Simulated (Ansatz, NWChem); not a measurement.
**A small benchmark: dipole moment**

8 molecules of light elements (H to F); the dipole moment in D, computed less measured. Shapes, held fixed at every level: PBE0-D4/def2-TZVP. No vibrational averaging. Dipoles are compared by magnitude; molecules under 1 D, whose direction can flip, are left out. Programs: Ansatz 0.2.0, NWChem 7.3.0. A level may come from different programs for different species; with the same settings they agree closely. Measured values: NIST CCCBDB.

Levels: A = HF/def2-SVP; B = r2SCAN-D4/def2-TZVPP; C = B3LYP/6-31G* (Cartesian functions); D = PBE0/def2-SVP.

| molecule | measured | A | B | C | D |
| --- | --- | --- | --- | --- | --- |
| H2O (water) | 1.85 | +0.28 | +0.08 | +0.22 | +0.15 |
| H2CO (formaldehyde) | 2.33 | +0.40 | -0.10 | -0.19 | -0.14 |
| CH2F2 (difluoromethane) | 1.97 | +0.30 | -0.17 | -0.28 | -0.11 |
| CH3N (SMILES C=N) | 2.00 | +0.20 | -0.04 | -0.05 | -0.07 |
| C2F3N (cyanotrifluoromethane) | 1.33 | -0.16 | +0.16 | +0.15 | -0.05 |
| C2H4F2 (1,1-difluoroethane) | 2.27 | +0.25 | -0.13 | -0.34 | -0.13 |
| C2H7N (dimethylamine) | 1.03 | +0.06 | -0.13 | -0.04 | -0.07 |
| C3H6O (propylene oxide) | 2.01 | +0.37 | -0.16 | -0.08 | -0.04 |

Problem. Which level does best on this set, which worst, and which err to one side?

Solution. 
```csv
level,kind,mean error,mean absolute error,worst case
HF/def2-SVP,Hartree–Fock,+0.213,0.253,H2CO
r2SCAN-D4/def2-TZVPP,meta-GGA,-0.061,0.121,CH2F2
B3LYP/6-31G* (Cartesian functions),global hybrid,-0.076,0.169,C2H4F2
PBE0/def2-SVP,global hybrid,-0.058,0.095,H2O
```

On this set PBE0/def2-SVP has the smallest mean absolute error and HF/def2-SVP the largest. HF/def2-SVP is too high in 7 of 8; r2SCAN-D4/def2-TZVPP is too low in 6 of 8; B3LYP/6-31G* (Cartesian functions) is too low in 6 of 8; PBE0/def2-SVP is too low in 7 of 8. The levels differ in basis as well as in method. The tabulated value of C2F3N is in doubt (older tables, estimates, or at odds with other calculations) and kept here. Over the 7 molecules whose values aren't doubted the mean absolute errors are A 0.266; B 0.116; C 0.171; D 0.101. The smallest two are near a tie. The set is small.

Hartree–Fock and PBE0 share the def2-SVP basis, so their contrast isolates the treatment of the electrons: Hartree–Fock gives the larger dipole in every molecule except cyanotrifluoromethane. Without correlation, it leaves too much charge on the electronegative N, O and F atoms. Correlation moves some of it back, lowering the polarity of the bonds, most visibly in the carbonyl group of formaldehyde. In cyanotrifluoromethane the CF3 and CN group moments oppose each other, so exaggerating both need not enlarge the net dipole; this may explain the reversed order there.

Water is the only molecule whose dipole is too large at all four levels. The probable reason is the lack of diffuse functions, which describe the outer part of the oxygen lone pairs; the excess is smallest, +0.08 D, in the largest basis. The generally low values from PBE0 elsewhere were obtained only in the small def2-SVP basis, so they do not separate basis error from functional error. Its small mean absolute error is therefore no evidence that PBE0 would keep its lead nearer the basis-set limit.
